Q: I have the density of states of GaReSi in front of me. Is this compound a metal or a semiconductor?

Density of states of GaReSi (P4/nmm, 6 atoms per cell, 13.94 Å³ per atom), computed with Ansatz 0.2.0: r2SCAN, scalar-relativistic plane-wave PAW, no spin polarisation, cutoff 500 eV, k mesh 12×12×6. The density of states uses tetrahedra on an 18×18×9 mesh; every second 0.2 eV bin is listed, with energies from the Fermi level and Löwdin projections summed over sites.

```
energy (eV)  density of states total (states/eV/cell)  DOS Re 5d (states/eV/cell)  DOS Si 3p (states/eV/cell)  DOS Ga 4p (states/eV/cell)  DOS Ga 4s (states/eV/cell)  DOS Si 3s (states/eV/cell)
      -7.95                                     1.080                       0.260                        0.17                        0.23                      0.2500                        0.12
      -7.55                                     1.690                       0.440                         0.5                        0.24                      0.3800                        0.05
      -7.15                                     2.330                       0.700                        0.88                        0.22                      0.3300                        0.09
      -6.75                                     1.100                       0.320                        0.32                        0.18                      0.0900                        0.09
      -6.35                                     1.880                       0.540                        0.57                        0.37                      0.1300                        0.11
      -5.95                                     1.940                       0.590                         0.6                        0.39                      0.1400                        0.08
      -5.55                                     1.800                       0.640                        0.49                        0.35                      0.0800                        0.09
      -5.15                                     1.830                       0.640                        0.43                        0.44                      0.0700                        0.09
      -4.75                                     1.930                       0.700                        0.41                        0.46                      0.1200                        0.11
      -4.35                                     3.430                       1.550                        0.77                        0.48                      0.1700                        0.18
      -3.95                                     3.170                       1.660                        0.56                        0.46                      0.1400                        0.14
      -3.55                                     3.620                       2.290                        0.63                        0.33                      0.1000                        0.12
      -3.15                                     4.530                       2.780                           1                        0.42                      0.0700                         0.1
      -2.75                                     6.620                       4.300                        1.23                        0.64                      0.1700                        0.06
      -2.35                                     5.690                       3.600                        0.74                        0.81                      0.2300                        0.05
      -1.95                                     2.440                       1.420                        0.27                        0.49                      0.1100                        0.05
      -1.55                                     4.030                       2.230                        0.44                        0.88                      0.2000                        0.08
      -1.15                                     4.260                       3.050                         0.3                        0.59                      0.1300                        0.05
      -0.75                                     0.550                       0.500                        0.02                        0.02                      0.0000                           0
      -0.35                                     0.230                       0.220                           0                           0                      0.0000                           0
       0.05                                     0.000                       0.000                           0                           0                      0.0000                           0
       0.45                                     0.770                       0.400                        0.12                        0.19                      0.0400                        0.01
       0.85                                     1.590                       0.890                        0.17                        0.23                      0.1600                        0.08
       1.25                                     1.970                       1.180                        0.19                        0.24                      0.1900                        0.08
       1.65                                     4.600                       2.960                        0.43                        0.42                      0.4000                        0.17
       2.05                                     2.810                       1.520                        0.37                        0.37                      0.2600                        0.14
       2.45                                     2.050                       0.820                        0.27                        0.36                      0.2200                        0.24
       2.85                                     3.380                       1.210                        0.49                        0.45                      0.3800                        0.57
       3.25                                     3.500                       1.030                        0.55                        0.45                      0.3100                        0.33
       3.65                                     2.800                       0.770                        0.43                        0.41                      0.2400                        0.19
       4.05                                     4.590                       1.290                         0.8                        0.80                      0.2900                        0.42
       4.45                                     3.600                       0.780                        0.77                        0.64                      0.2800                        0.31
       4.85                                     2.510                       0.470                        0.54                        0.54                      0.1500                        0.16
       5.25                                     2.890                       0.460                        0.63                        0.57                      0.1700                        0.17
       5.65                                     2.450                       0.390                        0.56                        0.53                      0.1400                        0.16
```

A: In this calculation it is a semiconductor. The column density of states total counts the places for electrons, both spins included, per eV and per cell of six atoms. It is zero in one row only, at 0.05 eV, and energies are counted from the Fermi level, which lies inside the gap.

The rows are too coarse to measure the gap. The band energies of the same calculation, followed along a path through the Brillouin zone, put it at about 0.32 eV. The 12×12×6 mesh alone gives 0.36 eV, because it misses the lowest empty state. The highest filled state sits at the centre of the zone, and the lowest empty one lies a little short of halfway to the zone boundary. The gap is therefore indirect: an electron that crosses it at the smallest energy must also change its crystal momentum.

Q: Which orbitals make the states on the two sides of the gap?

A: Mostly rhenium 5d on both sides, but in different purity. In the two rows just below the gap, DOS Re 5d makes up 92 % of the total. In the five rows from 0.45 to 2.05 eV it makes up 59 %, and the rest is largely p and s character of gallium and silicon. So a hole at the top of the valence band lives almost entirely on rhenium, while an added electron is shared with the other two elements.

Q: How can the same 5d shell be both below and above the gap?

A: The shell is only partly filled. It has room for ten electrons, and this calculation assigns about 6.3 to each rhenium atom, so some of it must lie above the gap. Bonding helps to decide which part is filled. Think of a molecule with two unequal levels, such as hydrogen fluoride. The levels of the two atoms mix into a bonding and an antibonding orbital, and each of the two contains a part of both atoms. Rhenium 5d and the s and p orbitals of its neighbours mix in the same way, so 5d character appears in filled bonding states and again in empty antibonding ones.

The comparison ends there. In a single pair, an orbital that is scarce in the lower partner is plentiful in the upper one. Here the 5d share is low at both ends of the table: 31 % in the rows up to −4.75 eV and 26 % in those from 2.45 eV upwards. Probably the s and p states of gallium and silicon spread over a wider range of energy than 5d, and so outweigh it at both ends. The molecule has one such pair of levels, whereas the crystal has many, each spread into a band, and its gap isn't the splitting of any single pair. The projected columns also tell how much of an orbital is present, not whether it bonds; that part is standard bonding theory. The nearly pure 5d states at the valence top probably find few partners of matching symmetry, but this would need a look at the wave functions.

Q: The density starts very gently below the gap and much faster above it. Why?

A: Compare two rows at roughly similar distances from their band edges, 0.57 and 0.71 eV. At −0.75 eV the density is 0.55, and at 0.85 eV it is 1.59, almost three times as much. A likely main reason is symmetry. The valence top lies at the zone centre, which occurs once, but the conduction minimum lies off the centre on an axis, and the fourfold axis of the crystal repeats it four times. Four equal valleys offer four times as many states as one valley of the same shape.

Q: Can I check that with a number?

A: Yes, with the textbook formula for a parabolic band in three dimensions:

g(E) = N · V / (2π²) · (2m/ħ²)^(3/2) · √ΔE

Here g is the density of states, N the number of valleys, V the cell volume, m the mass with which the electron responds to a force, and ΔE the distance from the band edge. Take the free-electron mass, for which ħ²/2m is about 3.8 eV Å², and V = 6 × 13.94 ≈ 84 Å³. For the row at −0.35 eV the edge is 0.18 eV below the Fermi level, so ΔE = 0.17 eV:

g = 1 × 84 / (2π² × 3.8^(3/2)) × √0.17 ≈ 0.574 × 0.412 ≈ 0.24 states per eV and cell

The table has 0.23. No row was used to adjust the formula, yet the match doesn't measure a mass: two lighter bands that meet at the top would give the same density as one heavier band.

At −0.75 eV the computed density is already 28 % above the formula. On the other side, with four valleys, the formula gives too much. With the conduction edge at 0.18 eV, the value from the 12×12×6 mesh that the printed output uses, the computed density is 65 % of the estimate at 0.45 eV and about 85 % in the next two rows. With the edge at 0.14 eV, where the band path puts it, the match is somewhat worse: about 60 % and a little over 80 %. If the masses on both sides are alike, which the table can't confirm, the valley count thus gives the direction and the rough size of the contrast. The true band shapes must account for the rest. The printed output below compares the formula with two rows below the gap and three above it.

The formula fails further down. From −0.75 to −1.15 eV the density jumps almost eightfold, far more than a square root can grow. Either further bands join in at that depth, or the bands that reach up to the gap become flatter there. The table alone can't tell which.

Q: What does the thin edge mean if I replace some of the rhenium?

A: It means that the Fermi level moves quickly when electrons are removed. Tungsten has one electron fewer than rhenium. Suppose the bands keep their shape and only their filling changes. Each row stands for a stretch of 0.4 eV, so the two rows below the gap hold

0.4 × (0.55 + 0.23) ≈ 0.31 electrons per cell

With two rhenium atoms in the cell, tungsten on roughly one rhenium site in six would empty this whole tail. Osmium has one electron more, and the same degree of substitution would fill only the single row at 0.45 eV, since 0.4 × 0.77 is also 0.31. The same dose therefore shifts the Fermi level further into the valence band, by two rows, than into the conduction band, by one.

Q: And if I replace all of it?

A: Then the compound should become a metal in either direction. Gallium, rhenium and silicon bring 3 + 7 + 4 = 14 valence electrons, hence 28 per cell, which fill 14 bands exactly. Full replacement by tungsten takes away two electrons. The three rows below the gap hold 2.0, so the Fermi level would drop to the lower end of the row at −1.15 eV, where states are plentiful.

Osmium would add two electrons. The three rows above the gap take up 1.7 of them, and the remainder goes into the strong row at 1.65 eV. Both results rest on rigid bands, which is a fair guide for a small substitution and a crude one for a full exchange, because the new atom also shifts the 5d level. The safer rule for a neighbouring case is the count itself: an exchange within one column of the periodic table, such as germanium for silicon, keeps the 28 electrons and with them the chance of a gap.

Q: Which of these digits would you defend, and which could change with the settings?

A: I would defend the broad picture: a small gap, a thin rhenium edge below it and a denser mixed edge above it. Sums over many rows are steady too. The filled states in the table add up to 21.6 or 21.7 electrons, depending on which half of the rows is used. A single row is less secure, above all where the density changes steeply, as it does around −1.15 eV.

The conduction edge also depends on the k mesh, the grid of crystal momenta on which the bands are solved. On the 12×12×6 mesh the lowest empty state lies at one quarter of a reciprocal lattice vector. The band path finds the bottom of the valley near 0.21, about 0.04 eV lower. The mesh with 18 divisions, used for the density of states, has a point at 0.22, almost at the bottom, so it catches the valley better. I would therefore expect a finer mesh to change the row at 0.45 eV only slightly, by far less than its shortfall against the formula.

The gap of about 0.32 eV is the number I would trust least as a property of the real material. Functionals of this kind commonly give gaps that are too small. Spin-orbit coupling, which is strong in rhenium 5d, is left out and can shift both edges. Spin polarisation was off, so no magnetic state was tested. The atoms are held still, without thermal or zero-point motion, which can also shift the gap. The cell is also somewhat stretched for this functional, with a computed pressure of about −5 GPa.

The analysis program printed:

```
Re 5d share of the total, rows -7.95 to -4.75 eV, %: 31
Re 5d share, rows -4.35 to -1.15 eV, %: 60.55
Re 5d share, rows -0.75 and -0.35 eV, %: 92.31
Re 5d share, rows 0.45 to 2.05 eV, %: 59.2
Re 5d share, rows 2.45 to 5.65 eV, %: 26
centre of occupied Re 5d within the window, eV: -3.177
centre of occupied Ga 4p within the window, eV: -3.821
centre of occupied Si 3p within the window, eV: -4.384
occupied states in the window, electrons per cell (28 valence electrons in all): 21.66
the same from every second row, electrons per cell: 21.59
the same from the other rows, electrons per cell: 21.73
occupied Re 5d in the window as % of its Loewdin population: 89.86
occupied Si 3s in the window as % of its Loewdin population: 28.98
states in rows -1.15 to -0.35 eV, electrons per cell: 2.016
states in rows 0.45 to 1.25 eV, electrons per cell: 1.732
states in rows 0.45 to 1.65 eV, electrons per cell: 3.572
parabolic bands of free-electron mass, rows -0.75, -0.35, 0.45, 0.85, 1.25 eV, states/eV/cell: 0.4306, 0.2357, 1.187, 1.867, 2.359
computed density over that of the parabolic bands, same rows: 1.277, 0.9758, 0.6488, 0.8516, 0.8352
computed growth from -0.35 to -0.75 eV, ratio: 2.391
parabolic growth from -0.35 to -0.75 eV, ratio (a two-dimensional band gives 1): 1.827
computed growth from -0.75 to -1.15 eV, ratio: 7.745
```
